\section{Flat-band and threshold shift from a distributed oxide charge}

\subsection{Premises and conventions}

A planar stack consists of a gate ($x<0$), an oxide ($0<x<t$) of permittivity $\varepsilon_{\rm ox}$, and a semiconductor ($x>t$) of permittivity $\varepsilon_s$. The coordinate $x$ is measured from the gate, $q>0$ is the elementary charge, $C_{\rm ox}=\varepsilon_{\rm ox}/t$, and all charges $Q$ are per unit area and carry their sign. The premises are the following.
\begin{enumerate}
\item All quantities depend on $x$ only.
\item The oxide holds a charge density $\rho(x)$ that does not change while the gate voltage is swept, and it carries no current.
\item The plane $x=t$ holds a sheet charge $Q_{\rm it}$ in interface traps that are in equilibrium with the semiconductor.
\item Gate and semiconductor each have a neutral, field-free bulk and a flat Fermi level. The semiconductor is uniformly doped p-type and non-degenerate.
\item Work functions and interface dipoles are the same before and after the oxide is charged.
\end{enumerate}
The band bending $\psi_s$ is the potential $\phi$ at $x=t$ minus its value in the semiconductor bulk, and $\psi_g$ is the potential at $x=0$ minus its value in the gate bulk. An ideal metal gate has $\psi_g=0$. With hole density $p_0$ in the bulk and intrinsic density $n_i$, $\phi_B=(k_BT/q)\ln(p_0/n_i)$. Flat band means $\psi_s=0$, midgap $\psi_s=\phi_B$, and threshold $\psi_s=2\phi_B$, where the surface electron density $(n_i^2/p_0)\,e^{q\psi_s/k_BT}$ equals $p_0$.

\subsection{Voltage balance}

In either bulk the Fermi level lies one work function $W$ below the local vacuum level $-q\phi$, so $E_F=-q\phi_{\rm bulk}-W$. The applied voltage is defined by $-qV_G=E_{F,g}-E_{F,s}$, hence $V_G=\phi_{ms}+\phi_{g,\rm bulk}-\phi_{s,\rm bulk}$ with $\phi_{ms}=(W_g-W_s)/q$, into which constant dipoles are absorbed. Splitting the potential difference at $x=0$ and $x=t$ gives
\begin{equation}
V_G=\phi_{ms}-\psi_g+V_{\rm ox}+\psi_s ,\qquad V_{\rm ox}=\phi(0)-\phi(t)=\int_0^t \mathcal{E}\,dx ,
\label{eq:balance}
\end{equation}
where $\mathcal{E}=-d\phi/dx$.

\subsection{The oxide voltage}

The displacement $D=\varepsilon\mathcal{E}$ obeys Gauss's law $dD/dx=\rho$. Integration from $t^+$ into the field-free bulk, across the semiconductor space charge $Q_s$, gives $0-D(t^+)=Q_s$. The trap sheet adds the jump $D(t^+)-D(t^-)=Q_{\rm it}$. Continuing into the oxide,
\begin{equation}
D(x)=-Q_s-Q_{\rm it}-\int_x^t\rho(x')\,dx' .
\label{eq:D}
\end{equation}
The field vanishes in the gate bulk, so $D(0)$ is the gate charge $Q_G$, and Eq.~\eqref{eq:D} at $x=0$ states overall neutrality,
\begin{equation}
Q_G=-Q_s-Q_{\rm it}-Q ,\qquad Q=\int_0^t\rho\,dx .
\label{eq:neutral}
\end{equation}
Divide Eq.~\eqref{eq:D} by $\varepsilon_{\rm ox}$ and integrate over the oxide. The double integral covers the triangle $0<x<x'<t$, and exchanging the order of integration gives
\begin{equation}
\int_0^t dx\int_x^t\rho(x')\,dx'=\int_0^t dx'\,\rho(x')\int_0^{x'}dx=\int_0^t x'\rho(x')\,dx' .
\end{equation}
Equation~\eqref{eq:balance} becomes
\begin{equation}
V_G=\phi_{ms}-\psi_g+\psi_s-\frac{Q_s+Q_{\rm it}}{C_{\rm ox}}+V_\rho ,
\label{eq:master}
\end{equation}
\begin{equation}
V_\rho=-\frac{1}{\varepsilon_{\rm ox}}\int_0^t x\,\rho(x)\,dx=-\frac{Q}{C_{\rm ox}}\,\frac{\bar x}{t},
\qquad \bar x=\frac1Q\int_0^t x\rho\,dx .
\label{eq:moment}
\end{equation}
The second form needs $Q\neq0$, and $\bar x$ is confined to the oxide only when $\rho$ has one sign. The weight $x$ has a direct meaning. At fixed $\psi_s$ the field at $x=t$ is fixed, so the field lines of a sheet at $x$ must all end on the gate, and they cross the thickness $x$ on the way. Charge at the gate has no effect, and charge at the semiconductor counts in full.

\subsection{Charges fixed by the band bending}

Equation~\eqref{eq:master} is useful because $Q_s$ depends on $\psi_s$ alone. Let $u=q\psi/k_BT$ with $\psi(x)$ the local band bending, $r=(n_i/p_0)^2$ and $L_D^2=\varepsilon_sk_BT/(q^2p_0)$. Boltzmann statistics give $p=p_0e^{-u}$ and $n=rp_0e^{u}$, bulk neutrality fixes the dopant charge, and Poisson's equation reads $L_D^2u''=1-e^{-u}+r(e^{u}-1)$. Multiplying by $u'$ and integrating from the bulk, where $u=u'=0$, gives $L_D^2u'^2=2F^2(u)$. Since $Q_s=-D(t^+)=\varepsilon_s\psi'(t^+)$ and $|\psi|$ decays into the bulk,
\begin{equation}
Q_s=-\operatorname{sgn}(u_s)\sqrt2\,qp_0L_DF(u_s),\qquad F^2(u)=e^{-u}+u-1+r\,(e^{u}-u-1).
\label{eq:Qs}
\end{equation}
No property of the oxide appears. At threshold $re^{u_s}=1$, so $F^2=u_s$ up to exponentially small terms, and $Q_s=-qp_0W_m$ with $W_m=(4\varepsilon_s\phi_B/qp_0)^{1/2}$.

The trap charge follows from the Fermi energy at the surface measured from the intrinsic level, $\mu=q(\psi_s-\phi_B)$, and is likewise a function of $\psi_s$. As a model, take a constant density $D_{\rm it}$ per area and energy across the gap $E_g$, donor-like below midgap (positive when empty) and acceptor-like above (negative when filled), with the intrinsic level at midgap and Fermi occupation $f$. With $a=E_g/2$,
\begin{align}
Q_{\rm it}&=qD_{\rm it}\Big[\int_{-a}^{0}(1-f)\,dE-\int_0^{a}f\,dE\Big]
=qD_{\rm it}\Big[a-k_BT\ln\frac{1+e^{(\mu+a)/k_BT}}{1+e^{(\mu-a)/k_BT}}\Big]\nonumber\\
&\simeq-qD_{\rm it}\,\mu .
\label{eq:Qit}
\end{align}
The last step holds for $a-|\mu|\gg k_BT$, and the leading omitted term in the bracket has magnitude $k_BT\ln[1+e^{(|\mu|-a)/k_BT}]$.

\subsection{The shifts}

Compare the structure after and before charging at the same $\psi_s$, and let $\Delta$ denote the difference. The terms $\phi_{ms}$, $\psi_s$ and $Q_s$ cancel in Eq.~\eqref{eq:master}:
\begin{equation}
\Delta V_G(\psi_s)=\Delta V_\rho-\frac{\Delta Q_{\rm it}(\psi_s)}{C_{\rm ox}}-\Delta\psi_g .
\label{eq:shift}
\end{equation}
For a metal gate the last term is absent, and
\begin{align}
\Delta V_{\rm FB}&=-\frac{1}{\varepsilon_{\rm ox}}\int_0^t x\,\Delta\rho\,dx-\frac{\Delta Q_{\rm it}(0)}{C_{\rm ox}},\label{eq:FB}\\
\Delta V_T&=-\frac{1}{\varepsilon_{\rm ox}}\int_0^t x\,\Delta\rho\,dx-\frac{\Delta Q_{\rm it}(2\phi_B)}{C_{\rm ox}}
=\Delta V_{\rm FB}-\frac{\Delta Q_{\rm it}(2\phi_B)-\Delta Q_{\rm it}(0)}{C_{\rm ox}} .\label{eq:VT}
\end{align}
The oxide term is the same at every $\psi_s$, so it translates the whole curve $\psi_s(V_G)$, and with it the capacitance--voltage curve, rigidly along the voltage axis. The flat-band shift equals $\Delta V_\rho$ only where the added traps are neutral at flat band. The trap term changes with $\psi_s$ and stretches the curve. In the model of Eq.~\eqref{eq:Qit} it is $-q^2\Delta D_{\rm it}\phi_B/C_{\rm ox}$ at flat band, zero at midgap and $+q^2\Delta D_{\rm it}\phi_B/C_{\rm ox}$ at threshold. The midgap shift then isolates $\Delta V_\rho$, a separation that stands or falls with the assumed neutrality at midgap. For trapped holes the two terms of $\Delta V_T$ oppose each other on a p-type body. On an n-type body, with $\phi_B=(k_BT/q)\ln(n_0/n_i)$, threshold lies at $\psi_s=-2\phi_B$, the traps are positive there, and both terms are negative.

\subsection{What one shift determines}

The profile enters Eq.~\eqref{eq:master} through the single number $Q\bar x$. Take $\rho=0$ before charging. A uniform density $\rho=qN$ has $Q=qNt$ and $\bar x=t/2$, so
\begin{equation}
\Delta V_\rho=-\frac{qNt^2}{2\varepsilon_{\rm ox}} ,
\label{eq:uniform}
\end{equation}
and a sheet of areal density $Nt/2$ at $x=t$ produces the same shift. The quantity $-C_{\rm ox}\Delta V_\rho/q$ is therefore an effective density referred to the interface, and for positive charge it is a lower bound on $Q/q$.

More information needs a second weight function. If both electrodes are semiconductors, their roles can be exchanged, which replaces $x$ by $t-x$ and gives $\Delta V_\rho'=-\varepsilon_{\rm ox}^{-1}\int_0^t(t-x)\rho\,dx$. Then
\begin{equation}
\Delta V_\rho+\Delta V_\rho'=-\frac{Q}{C_{\rm ox}},\qquad \frac{\bar x}{t}=\frac{\Delta V_\rho}{\Delta V_\rho+\Delta V_\rho'} .
\end{equation}
If the oxide is thinned from the gate side to $x=s$ without disturbing the remaining charge, $\Delta V_\rho(s)=-\varepsilon_{\rm ox}^{-1}\int_s^t(x-s)\rho\,dx$. One derivative gives $\varepsilon_{\rm ox}^{-1}\int_s^t\rho\,dx$, because the integrand vanishes at the lower limit, and a second gives $d^2\Delta V_\rho/ds^2=-\rho(s)/\varepsilon_{\rm ox}$, the full profile. Mobile ions such as Na$^+$ conserve $Q$ and change $\bar x$: drift from the gate to the semiconductor changes $V_\rho$ by at most $-Q/C_{\rm ox}$.

\subsection{Range of validity}

\emph{Semiconducting gate.} By mirror symmetry Eq.~\eqref{eq:Qs} relates $Q_G$ to $\psi_g$ for a p-type gate, with the doping of the gate. By Eq.~\eqref{eq:neutral}, $\Delta Q_G=-\Delta Q-\Delta Q_{\rm it}$, so $\Delta\psi_g$ responds to the total charge and not to its first moment. It is a few $k_BT/q$ if the gate surface stays accumulated or stays inverted, and it approaches $E_g/q$ if the surface passes from one state to the other. Traps at $x=0$ have zero weight in $V_\rho$ and act only through $\psi_g$.

\emph{Layered dielectric.} Equation~\eqref{eq:D} is unchanged, and the same exchange of integrals replaces $x/\varepsilon_{\rm ox}$ by $w(x)=\int_0^xdx'/\varepsilon(x')$ and $1/C_{\rm ox}$ by $w(t)$.

\emph{Frozen charge.} Ion drift, detrapping, and tunnelling exchange with traps close to the interface make $\rho$ depend on bias and time. Equation~\eqref{eq:master} still holds at each instant of a slow sweep, but the translation is no longer rigid.

\emph{One dimension.} Lateral dimensions must be large against $t$. Discrete charges at independent random positions in an area $A$ each contribute $-qx/(\varepsilon_{\rm ox}A)$ to the area-averaged shift, whose variance for uniform $N$ is $(q/\varepsilon_{\rm ox}A)^2\int_0^tNA\,x^2dx=(q/\varepsilon_{\rm ox})^2Nt^3/(3A)$. Strong lateral variation of $\rho$ stretches the curve as traps do.

\emph{Neutral body.} In silicon on insulator (SOI) the film must be thick enough to keep a neutral region, which must be held at the source potential with small drain bias. A fully depleted film of thickness $t_s$ has fixed charge and acts on small changes as a capacitor $C_s=\varepsilon_s/t_s$. Let $\psi_1$ and $\psi_2$ be the front and back surface potentials, $C_1$ the front oxide capacitance and $C_{\rm it}=-dQ_{\rm it}/d\psi_2$. At fixed back-gate bias, with $\Delta\psi_g$ neglected and $\psi_1$ held at threshold, Gauss's law at the two surfaces gives $C_{\rm ox}(-\Delta V_\rho-\delta\psi_2)=(C_s+C_{\rm it})\,\delta\psi_2$ and $C_1\Delta V_{T1}=-C_s\,\delta\psi_2$. Hence
\begin{equation}
\Delta V_{T1}=\frac{C_sC_{\rm ox}}{C_1(C_s+C_{\rm ox}+C_{\rm it})}\,\Delta V_\rho ,
\end{equation}
which holds while the back surface remains depleted.

\emph{Definition of threshold.} A threshold extrapolated from a drain current is not tied to $\psi_s=2\phi_B$ and also responds to mobility changes.

\subsection{Illustration: uniform trapped holes in a 400 nm buried oxide}

The gate is the handle wafer, $x$ runs from the handle to the silicon film, and $V_T$ is the threshold of the n-type back channel. The approximate material inputs at $T=300$~K are $\varepsilon_{\rm ox}=3.9\,\varepsilon_0$, $\varepsilon_s=11.7\,\varepsilon_0$, $E_g=1.12$~eV and $n_i=10^{-11}$~nm$^{-3}$ (1~nm$^{-3}=10^{21}$~cm$^{-3}$, 1~nm$^{-2}=10^{14}$~cm$^{-2}$). The assumed structure has $t=400$~nm, a 250~nm film with $p_0=10^{-4}$~nm$^{-3}$, and a p-type handle with $10^{-6}$~nm$^{-3}$. The initial state has no oxide charge and no traps. The final state has $N=2\times10^{-5}$~nm$^{-3}$ and $D_{\rm it}=3\times10^{-3}$~nm$^{-2}$\,eV$^{-1}$ at the film interface. Numbers are rounded only for printing.

From $q/\varepsilon_0=18.095$~V\,nm follow $q/\varepsilon_{\rm ox}=4.640$~V\,nm and $q/C_{\rm ox}=1856$~V\,nm$^2$. The trapped charge is $Q/q=Nt=8.0\times10^{-3}$~nm$^{-2}$, and Eq.~\eqref{eq:uniform} gives
\begin{equation}
\Delta V_\rho=-1856\ {\rm V\,nm^2}\times 8.0\times10^{-3}\ {\rm nm^{-2}}\times\tfrac12=-7.42\ {\rm V}.
\end{equation}
A sheet of $4.0\times10^{-3}$~nm$^{-2}$ at the film interface would give the same value, while the full charge placed there would give $-14.8$~V. The field changes by $Q/\varepsilon_{\rm ox}=0.037$~V/nm across the oxide. The mean spacing $N^{-1/3}$ is 37~nm, and the standard deviation of the averaged shift over $A=10^8$~nm$^2$ is 0.0096~V.

In the film $k_BT/q=0.02585$~V, $\phi_B=0.417$~V, $L_D=12.9$~nm and $W_m=104$~nm. The film exceeds $2W_m=208$~nm and keeps a neutral region even with both surfaces at threshold. The trap charge at flat band and at threshold is $\pm q\times1.25\times10^{-3}$~nm$^{-2}$, worth $\mp2.32$~V, and the term dropped in Eq.~\eqref{eq:Qit} is $1.0\times10^{-4}$~eV against $|\mu|=0.417$~eV. In the handle $\phi_B=0.298$~V and $L_D=129$~nm. Equations \eqref{eq:neutral} and \eqref{eq:Qs} give $Q_G$, and Eq.~\eqref{eq:Qs} solved for the handle gives $\psi_g$.
\begin{center}
\begin{tabular}{lcccccc}
\hline
 & \multicolumn{2}{c}{$Q_G/q$ ($10^{-3}$ nm$^{-2}$)} & $\Delta V_\rho$ & $-\Delta Q_{\rm it}/C_{\rm ox}$ & $-\Delta\psi_g$ & $\Delta V_G$\\
 & before & after & (V) & (V) & (V) & (V)\\
\hline
flat band & 0 & $-9.25$ & $-7.42$ & $-2.32$ & $-0.80$ & $-10.5$\\
midgap & 7.11 & $-0.89$ & $-7.42$ & 0 & $-0.79$ & $-8.2$\\
threshold & 10.38 & 3.63 & $-7.42$ & $+2.32$ & $-0.05$ & $-5.2$\\
\hline
\end{tabular}
\end{center}
With a metal gate the three shifts would be $-9.74$, $-7.42$ and $-5.10$~V. At threshold the handle stays accumulated and Eq.~\eqref{eq:VT} is nearly complete. At midgap the handle passes from accumulation to the onset of inversion, and reading the observed shift as $\Delta V_\rho$ would overstate the first moment by 11\%. These values presume equilibrium in the handle. If a fast sweep reached flat band before electrons were supplied to the handle surface, depletion alone would carry $Q_G$, and $\psi_g=Q_G^2/(2q\varepsilon_sp_0)$, with the handle doping, would reach 66~V. Carrier quantisation at the handle surface is neglected, which is one reason for giving the totals to 0.1~V.

The two p-type electrodes have $\phi_{ms}=0.298-0.417=-0.12$~V. Initially $\psi_g=-0.21$~V at threshold, $2\phi_B=0.83$~V and $-Q_s/C_{\rm ox}=19.27$~V, so Eq.~\eqref{eq:master} gives $V_T=20.2$~V before charging and 15.0~V after it. The back channel remains off with the handle grounded.